Q: I think of MoS₂ as a stack of nearly independent sheets. How strongly do the sheets feel each other electronically?

A: It depends on which way the orbitals point. States with weight on sulfur orbitals that point across the gap between sheets can feel the neighbouring sheets strongly, although how strongly also depends on the wavevector. This PBE calculation without spin–orbit coupling lets us try to predict the effect at points where the levels are hidden.

DFTK 0.8.2 calculation of bulk MoS₂ (P6₃/mmc, a = 3.169 Å, c = 12.324 Å) with PBE, without spin polarisation or spin–orbit coupling. It uses PseudoDojo 0.4.1 standard scalar-relativistic pseudopotentials, a 1088.46 eV plane-wave cutoff, a 10 × 10 × 3 k mesh and 0.05 eV Fermi–Dirac smearing. Level energies are relative to the highest filled level on the mesh.

```
point a (reciprocal cell vector)  point b (reciprocal cell vector)  point c (reciprocal cell vector)  level under 2 (eV)  level under 1 (eV)  level over 1 (eV)  level over 2 (eV)
                          0.0000                            0.0000                            0.0000                   ?                   ?                  ?                  ?
                          0.2000                            0.0000                            0.0000                   ?                   ?                  ?                  ?
                          0.3000                            0.0000                            0.0000              -1.729              -1.518              1.279              1.509
                          0.2000                            0.2000                            0.0000              -1.447              -1.445              0.930              1.767
                          0.3000                            0.3000                            0.0000              -0.880              -0.724              1.146              1.219
                          0.0000                            0.0000                            0.3333              -0.489              -0.114              2.101              2.101
                         -0.5000                            0.0000                            0.3333              -1.362              -1.301              1.609              1.631
```

Q: How do I read it?

A: Each row is one electron wave in the crystal, and points a, b and c give its wavevector as fractions of the reciprocal cell vectors. Under 1 is the highest filled level and under 2 the next one down; over 1 and over 2 are the two lowest empty levels. Zero is the highest filled level on the mesh. The first hidden row is Γ, where a = b = c = 0, and the second lies two fifths of the way from Γ to M, the point with a = 1/2.

Q: Start with Γ. What do you have to go on?

A: The row with c = 1/3 lies on the line from Γ to A, which runs perpendicular to the sheets. The unit cell holds two equivalent sheets, so a level of a single sheet becomes a pair. If E₀ is the level without coupling and t the coupling between neighbouring sheets, the pair lies at

E = E₀ ± 2t cos(πc)

The splitting is therefore 4t cos(πc). At c = 1/3 the cosine is one half, and at Γ it is one, so the splitting should double:

at c = 1/3: −0.114 − (−0.489) = 0.375 eV
at Γ: 2 × 0.375 = 0.75 eV

Q: Does that also fix where the pair sits?

A: Not quite. The plain cosine would put the upper level 0.07 eV above zero, which is impossible because zero is the highest filled level. I therefore move the pair down as a whole and keep its splitting. That bulk MoS₂ has its highest filled level at Γ is well established, so under 1 is nearly settled by the choice of zero and earns the model no credit.

Q: And the empty levels?

A: I expect them to stay where they are at c = 1/3. They should be molybdenum d orbitals mixed with sulfur p orbitals that lie in the sheets, and those overlap weakly across the gap between sheets. The two are equal because on this line they form a doublet fixed by symmetry; they are not a pair split by the coupling between sheets. My forecast for Γ is:

under 1: 0.00 ± 0.01 eV
under 2: −0.75 ± 0.10 eV
over 1 and over 2: 2.10 ± 0.10 eV

Q: What about the second hidden point?

A: Along Γ–M a band can be written as a sum of cosine waves in a. One wave through Γ and the row at a = 0.3 puts under 1 at −0.80 eV, but it ignores that the level rises again towards M. Adding a second wave, with the last row standing in for M, gives −1.12 eV and probably exaggerates the turn. I take the mean of the two curves, and do the same for the other levels, using my own forecasts at Γ:

under 1: −0.96 eV
under 2: −1.40 eV
over 1: 1.55 eV
over 2: 1.72 eV

Each carries ± 0.20 eV, which is a judgement and not a statistical error.

Q: Then let us see.

The withheld rows as computed:

```
point a (reciprocal cell vector)  point b (reciprocal cell vector)  point c (reciprocal cell vector)  level under 2 (eV)  level under 1 (eV)  level over 1 (eV)  level over 2 (eV)
                          0.0000                            0.0000                            0.0000              -1.144               0.000              2.099              2.099
                          0.2000                            0.0000                            0.0000              -1.263              -1.043              1.317              1.737
```

Q: Your lower filled level at Γ is far off.

A: Yes, it lies 0.39 eV below my forecast, about four times the error I allowed. The splitting at Γ is three times that at c = 1/3, not twice. My mistake was to assume that whatever corrects the plain cosine moves both levels of the pair alike.

Q: What moves them differently?

A: Theory points to a second, deeper band built from sulfur orbitals that also stick out of the sheets. At Γ the two bands behave oppositely under reflection in the molybdenum plane, so they can't mix. Between Γ and A that protection is lost, and bands that mix repel each other. The deeper band pushes our pair upwards, and it pushes the lower level harder because that one is closer.

Q: Do the numbers agree with that?

A: They have the right pattern. Start from the revealed pair at Γ, 0 and −1.144 eV, whose midpoint is −0.572 eV. The plain cosine halves the distance of each level from the midpoint at c = 1/3, and the computed levels lie above the result:

upper: −0.572 + 0.286 = −0.286 eV; computed −0.114 eV, higher by 0.17 eV
lower: −0.572 − 0.286 = −0.858 eV; computed −0.489 eV, higher by 0.37 eV

The lower level is raised about twice as much, which shrinks the splitting away from Γ. This reading came after the reveal, and it takes under 2 at Γ to be the true partner of under 1. The same run holds the next filled level, not shown in the table, at −1.184 eV at Γ, only 0.04 eV below under 2; at c = 1/3 the third filled level has fallen to −2.075 eV while under 2 has risen. That is how two nearly touching bands behave once they may mix, so this is very likely the deeper band. Energies alone can't say which of the two close levels at Γ is the partner, but the splitting is 1.144 or 1.184 eV either way.

Q: Did the empty levels at Γ behave?

A: They moved by only 0.002 eV between c = 1/3 and Γ, while the lower filled level moved by more than half an eV. On this line the contrast is what we expect when the filled levels carry sulfur orbitals that point across the gap and the empty ones sulfur orbitals that lie flat, though the partner of the empty doublet isn't in the table and mixing may cancel part of its shift. The rule doesn't carry over to every point. At (0.3, 0.3, 0), near K, the filled pair is expected to be built from orbitals lying in the sheets and is split by 0.156 eV, while the empty pair, expected to be mostly molybdenum d_z², is split by only 0.07 eV. At (0.2, 0.2, 0) the contrast is even reversed: the two filled levels lie 0.002 eV apart and the two empty ones 0.84 eV. So empty levels may feel the neighbouring sheets strongly there, though energies alone can't show that those two are a pair split by the coupling. The large splitting also belongs to the sheet spacing used here, since the overlap across the gap weakens as the sheets move apart.

Q: And the point towards M?

A: Three of the four levels fall within the stated range, but one of those hits is undeserved. Under 2 used my wrong value at Γ, which carries a weight of 0.39 in the mean of the two curves. With the right value the forecast drops by 0.39 × 0.39 ≈ 0.15 eV and ends about 0.3 eV too low, outside the range.

Q: Which one missed outright?

A: Over 1, which is 0.23 eV lower than forecast. It drops steeply from Γ to a = 0.2 and then hardly changes up to a = 0.3, a bend that even two cosine waves don't fully follow. The two-wave curve alone gives 1.43 eV, which is 0.11 eV too high, so about half of the miss comes from my averaging it with the one-wave curve. A different orbital mixture may take over as the lowest empty level on the way, but level energies alone can't settle that. The printed output below sets each forecast beside its miss.

Q: So when may I trust such a cosine?

A: When the band is well separated in energy from others it can mix with. A splitting measured at one wavevector can then be carried to another. Where a second band of similar orbitals lies nearby, as below the filled pair here, the cosine still tells you that the splitting grows towards Γ, but it can badly underestimate by how much.

The analysis program printed:

```
valence splitting on Gamma-A at c 1/3 (eV): 0.375
plain cosine, upper valence level at Gamma (eV): 0.0735
one wave, under 1 at (0.2,0,0) (eV): -0.8013
two waves, under 1 at (0.2,0,0) (eV): -1.116
one wave, over 1 at (0.2,0,0) (eV): 1.667
two waves, over 1 at (0.2,0,0) (eV): 1.431
forecast under 1, Gamma (within 0.01) then (0.2,0,0) (within 0.20) (eV): 0, -0.9586
forecast under 2, Gamma (within 0.10) then (0.2,0,0) (within 0.20) (eV): -0.75, -1.403
forecast over 1, Gamma (within 0.10) then (0.2,0,0) (within 0.20) (eV): 2.101, 1.549
forecast over 2, Gamma (within 0.10) then (0.2,0,0) (within 0.20) (eV): 2.101, 1.721
computed levels and differences (eV):
   row  under 2  under 1  over 1  over 2  valence splitting  vertical separation
   0.0   -1.144        0   2.099   2.099              1.144                2.099
   0.2   -1.263   -1.043   1.317   1.737               0.22                 2.36
   0.3   -1.729   -1.518   1.279   1.509              0.211                2.797
   0.2   -1.447   -1.445    0.93   1.767              0.002                2.375
   0.3    -0.88   -0.724   1.146   1.219              0.156                 1.87
   0.0   -0.489   -0.114   2.101   2.101              0.375                2.215
  -0.5   -1.362   -1.301   1.609   1.631              0.061                 2.91
miss under 1, forecast less computed, Gamma then (0.2,0,0) (eV): 0, 0.08437
miss under 2, forecast less computed, Gamma then (0.2,0,0) (eV): 0.394, -0.1403
miss over 1, forecast less computed, Gamma then (0.2,0,0) (eV): 0.002, 0.2321
miss over 2, forecast less computed, Gamma then (0.2,0,0) (eV): 0.002, -0.01563
computed valence splitting at Gamma over that at c 1/3 (ratio): 3.051
```
